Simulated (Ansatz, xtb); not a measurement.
## Relative energy of two isomers of FH2NSSi

Structure a is `F[Si@@H]1NS1`, a singlet and structure b is `[H]/N=[Si](\F)S`, a singlet. Both are isolated molecules in the gas phase, relaxed with B3LYP-D3(BJ)/def2-SVP; the shapes shown needn't be the lowest conformers.

a (Å):

```tsv
atom	x (Å)	y (Å)	z (Å)
F	-2.4601	1.3613	-0.3126
N	-0.0008	2.4550	0.5799
S	0.6446	1.7394	-1.0763
Si	-0.9301	1.0747	0.1078
H	-0.9096	-0.2111	0.8248
H	0.7263	2.3121	1.2872
```

b (Å):

```xyz
6

F    -2.2050    2.6347    0.2432
N    -0.6522    0.1971    0.7552
S     0.6269    2.8134   -0.6464
Si   -0.9015    1.6758    0.2440
H    -1.3463   -0.4036    1.1918
H     1.5122    1.7985   -0.5012
```

Question: Estimate E(b) − E(a) at the level CCSD(T)/def2-TZVP.

Answer: Calculated at CCSD(T)/def2-TZVP: E(b) − E(a) = −10.7 kcal/mol, so structure b lies lower.

Level by level:

```tsv
level	geometry	E(b) − E(a) (kcal/mol)	departure from the last row (kcal/mol)	job, with rough time for the two
GFN2-xTB	GFN2-xTB	−13.0	−2.3	optimisation, 0.12 s
HF/STO-3G	GFN2-xTB	+15.7	+26.4	single point, 0.26 s
r2SCAN-D4/def2-SVP	GFN2-xTB	−14.0	−3.3	single point, 3.4 s
B3LYP-D3(BJ)/def2-SVP	B3LYP-D3(BJ)/def2-SVP	−12.4	−1.7	optimisation, 30 s
HF/def2-TZVP	B3LYP-D3(BJ)/def2-SVP	−11.5	−0.8	part of the CCSD(T) run
MP2/def2-TZVP	B3LYP-D3(BJ)/def2-SVP	−12.0	−1.4	part of the CCSD(T) run
CCSD(T)/def2-TZVP	B3LYP-D3(BJ)/def2-SVP	−10.7		single point, 61 s
```

As drawn, b has 1 N=Si, 1 S–H in place of 1 N–Si, 1 N–S, 1 Si–H. Structure a has a 3-membered ring, b no ring.

HF/STO-3G puts the two in the other order. The largest departure from CCSD(T)/def2-TZVP is that of HF/STO-3G, 26.4 kcal/mol.

With harmonic frequencies from B3LYP-D3(BJ)/def2-SVP (ideal gas, rigid rotor, one conformer each, 298.15 K, 1 atm): the zero-point term adds −0.8 kcal/mol; ΔH is −11.0 and ΔG −12.0 kcal/mol.

The correlated steps freeze 12 core orbitals. Mirror images aren't counted in ΔG. Programs: Ansatz 0.2.0, xtb 6.7.1; the last row on 1 thread of Arm Neoverse V2 on a shared host.

The open silanimine b lies below the ring a even though it contains a Si=N double bond, whose π component is weak. The likely reason is that a pays twice: it has the angle strain of a three-membered ring and a weak N–S bond, which its coordinates show stretched well beyond a normal single bond. Isomerisation to b removes both penalties and gains a short, strongly polar Si=N bond, while exchanging Si–H for S–H probably matters less.

The reversed order from HF/STO-3G points to the minimal basis rather than missing correlation, since HF/def2-TZVP gives −11.5 kcal/mol. Without polarisation functions, the basis describes the compact, polar Si=N bond poorly. Geometry is an unlikely cause, because r2SCAN-D4 gives the usual order on the same type of structure.

Entropy favours b slightly further, as expected when a rigid ring opens. This preference concerns isolated molecules and doesn't imply that b would persist in bulk, where unhindered silanimines readily oligomerise through the Si=N bond.
